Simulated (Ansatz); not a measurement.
# Equation of state of In3As under PBEsol

The structure is cubic, space group Pm-3m (No. 221). Conventional cell: a = 4.672 Å, b = 4.672 Å, c = 4.672 Å, α = 90.00°, β = 90.00°, γ = 90.00°. In (site symmetry 4/mmm) is surrounded by 8 In at 3.30 Å and 4 As at 3.30 Å. As (site symmetry m-3m) has 12 In at 3.30 Å as nearest neighbours.

The cell comes from a database or a generator and needn't be the stable form of this composition.

The cell was scaled at fixed shape and fractions and run with Ansatz, Ansatz PAW, cutoff 420 eV; PBEsol, k mesh 6 × 6 × 6 on the cell of 4 atoms, fermi-dirac occupations of 0.05 eV, no spin polarisation, no spin-orbit coupling. The potentials were made for PBE. Energies are those that the program minimises, any entropy of the smearing included. For a metal such a mesh isn't converged to the digits shown.

```tsv
V (Å³/atom)	energy over the lowest row (meV/atom)
23.9600	0.00
24.4698	0.52
24.9796	4.13
25.4894	10.47
25.9992	19.21
26.5090	?
27.0188	42.86
```

Question: Fit the third-order Birch-Murnaghan form, give V0, B0 and B′, and predict the energy left open.

Answer: With y = (V0/V)^(2/3), E = E0 + (9 V0 B0/16) [(y - 1)³ B′ + (y - 1)² (6 - 4y)]. Least squares through the rows shown give V0 = 24.1317 Å³/atom, E0 = -0.19 meV, B0 = 49.71 GPa (1 eV/Å³ = 160.218 GPa) and B′ = 4.81, with a largest miss of 0.01 meV. At V = 26.5090 the form with these constants gives 30.10 meV; the run gave 30.09 meV an atom.

The minimum lies at 24.1317 Å³/atom, well below the volume of the supplied cell, which sits on the expanded branch and would contract under PBEsol. If that cell was relaxed with PBE, the shift is probably the usual tightening of lattices by PBEsol. The modest stiffness, 49.71 GPa, fits the bonding expected here. The In–As contacts are far longer than the tetrahedral bond in InAs, and arsenic with twelve equidistant neighbours has too few electrons for localised pair bonds. This suggests that cohesion comes largely from delocalised In and As s and p states, with little of the directional covalency of the semiconductor.

The close match at the open volume shows that the curve is smooth, but it is an interpolation and a weak test of the constants. Only one row lies on the compressed side of the minimum, so B′ is drawn mainly from the softening under expansion and is less secure than V0. Uniform scaling also leaves open whether the cubic lattice resists shear or displacement of its atoms.
